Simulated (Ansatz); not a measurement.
**Ligand exchange: InH(CH3)Br + Cd(CH3)Cl → InH(CH3)Cl + Cd(CH3)Br**

Gas-phase species: InH(CH3)Br, singlet; Cd(CH3)Cl, singlet; InH(CH3)Cl, singlet; Cd(CH3)Br, singlet. The partners trade Br for Cl: In–Br and Cd–Cl bonds give way to In–Cl and Cd–Br.

Shapes, held fixed at every level: PBE0-D4/def2-TZVP. Programs: Ansatz 0.2.0. The zero-point and thermal change to 298 K, harmonic and unscaled (PBE0-D4/def2-TZVP), is 0.0 kJ/mol.

Problem. Estimate ΔH(298 K) of this reaction.

Solution. The highest level, CCSD(T)/def2-TZVPP, gives ΔH(298 K) = -4.6 kJ/mol; the levels span -7.8 to -4.2. The column of differences is taken from that level and isn't an error. No measured value is set beside it here. For atoms past krypton def2 sets carry core potentials with scalar relativity. Relativity is left out for Br. Outer-core shells of Br, Cd, In are correlated, in sets that cover them unevenly.

| level | kind | ΔH(298 K) (kJ/mol) | less CCSD(T)/def2-TZVPP |
| --- | --- | --- | --- |
| r2SCAN-D4/def2-TZVPP | meta-GGA | -4.2 | +0.4 |
| B3LYP-D4/def2-TZVPP | global hybrid | -4.7 | -0.1 |
| PBE0-D4/def2-TZVPP | global hybrid | -4.5 | +0.1 |
| wB97X-V/def2-TZVPP | range-separated hybrid | -4.9 | -0.3 |
| MP2/def2-SVP | perturbation theory | -7.8 | -3.2 |
| MP2/def2-TZVPP | perturbation theory | -4.2 | +0.4 |
| CCSD(T)/def2-TZVPP | coupled cluster or CI | -4.6 | 0.0 |

The exchange is mildly exothermic at every level, so chloride prefers indium and bromide cadmium, by only -4.6 kJ/mol with coupled cluster. One metal–chlorine and one metal–bromine bond are present on each side, so most of the bond energy cancels, and what remains is the difference between the two metals in their preference for chloride over bromide. That preference is probably somewhat stronger at indium because the formally trivalent centre gains more from the smaller, more electronegative halide, while divalent cadmium is the softer partner.

The same cancellation explains why density functionals of different kinds lie so close to coupled cluster. The one outlier, MP2 in the small basis at -7.8 kJ/mol, moves to -4.2 kJ/mol in the larger one, so the fault lies in the basis rather than in second-order perturbation theory; a small set probably describes the two polar halide environments unevenly. The preference belongs to isolated monomers, and in solution or the solid, halide bridging or donor coordination could easily outweigh it.
